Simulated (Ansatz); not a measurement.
## A series in volume scale on Ag

Results calculated with Ansatz 0.2.0, not measured. Periodic Kohn-Sham DFT of a crystal at fixed atoms, scaled to volume_scale times the given cell; pressure positive in compression, energy less spherical unpolarised free atoms, largest_vzz the field gradient of largest size among the nuclei.

The cell before it is scaled or strained (space group P6_3/mmc, No. 194):
```
cell vectors (Å)
   2.9300     0.0000     0.0000
  -1.4650     2.5375     0.0000
   0.0000     0.0000     4.7900
atoms (fractions of the cell vectors)
Ag  0.33333  0.66667  0.25000
Ag  0.66667  0.33333  0.75000
```

Settings of every row: method all-electron LAPW; functional LDA; relativity scalar; k mesh 14x14x8; filling fermi-dirac; smearing width 0.05 eV; basis error target 0.25 meV/atom; nucleus gaussian.

Atom start moment: 0 on all atoms.

```
row  volume scale  V (Å³/atom)  pressure (GPa)  energy less free atoms (eV/atom)
  1          0.94       16.738          -5.037                           -3.7768
  2          0.96       17.094               ?                                 ?
  3          0.98        17.45          -9.017                           -3.7451
  4          0.99       17.628          -9.837                           -3.7346
  5             1       17.806         -10.596                           -3.7232
  6          1.01       17.985         -11.298                           -3.7111
  7          1.02       18.163         -11.946                           -3.6981
  8          1.04       18.519         -13.093                           -3.6703
  9          1.06       18.875         -14.065                           -3.6401
```

Question: what pressure and energy less free atoms should row 2 give?

Worked fit of pressure. Take u = (V_r/V)^(2/3) − 1 with V_r = 17.895 Å³ an atom, which is twice the finite (Eulerian) strain; such expansions in the strain, on which the Birch-Murnaghan equation of state is built, carry the rest volume and the bulk modulus. The shown rows have u = 0.04557, 0.01693, 0.01007, 0.00333, -0.00334, -0.00986, -0.02259, -0.03492. Least squares give pressure = −10.9519 + 105.641 × u + 497.38 × u² + 719 × u³ GPa; a parabola predicts inner rows, each left out in turn, worse (root mean square 0.011 against 0.0011 GPa). The rows lie off it by 0.000, 0.000, 0.000, -0.001, 0.001, 0.000, 0.000, 0.000. The withheld row has u = 0.031, so the fit gives −10.9519 + 105.641 × (0.031) + 497.38 × (0.031)² + 719 × (0.031)³ = -7.178 GPa.

The calculation gave -7.176 GPa. The fit lies 0.002 GPa (0.022 % of the column's range) below it; its largest miss of a shown row is 0.001 GPa.

Worked fit of energy less free atoms. Take u = (V_r/V)^(2/3) − 1 with V_r = 17.895 Å³ an atom, which is twice the finite (Eulerian) strain; such expansions in the strain, on which the Birch-Murnaghan equation of state is built, carry the rest volume and the bulk modulus. The shown rows have u = 0.04557, 0.01693, 0.01007, 0.00333, -0.00334, -0.00986, -0.02259, -0.03492. Least squares give energy less free atoms = −3.71728 − 1.8335 × u + 11.126 × u² + 9.8 × u³ eV/atom; a parabola predicts inner rows, each left out in turn, worse (root mean square 0.00015 against 5.5e-05 eV/atom). The rows lie off it by 0.0000, 0.0000, 0.0000, 0.0001, -0.0001, 0.0000, 0.0000, 0.0000. The withheld row has u = 0.031, so the fit gives −3.71728 − 1.8335 × (0.031) + 11.126 × (0.031)² + 9.8 × (0.031)³ = -3.7631 eV/atom.

The calculation gave -3.7631 eV/atom. The fit meets it to the printed digit.
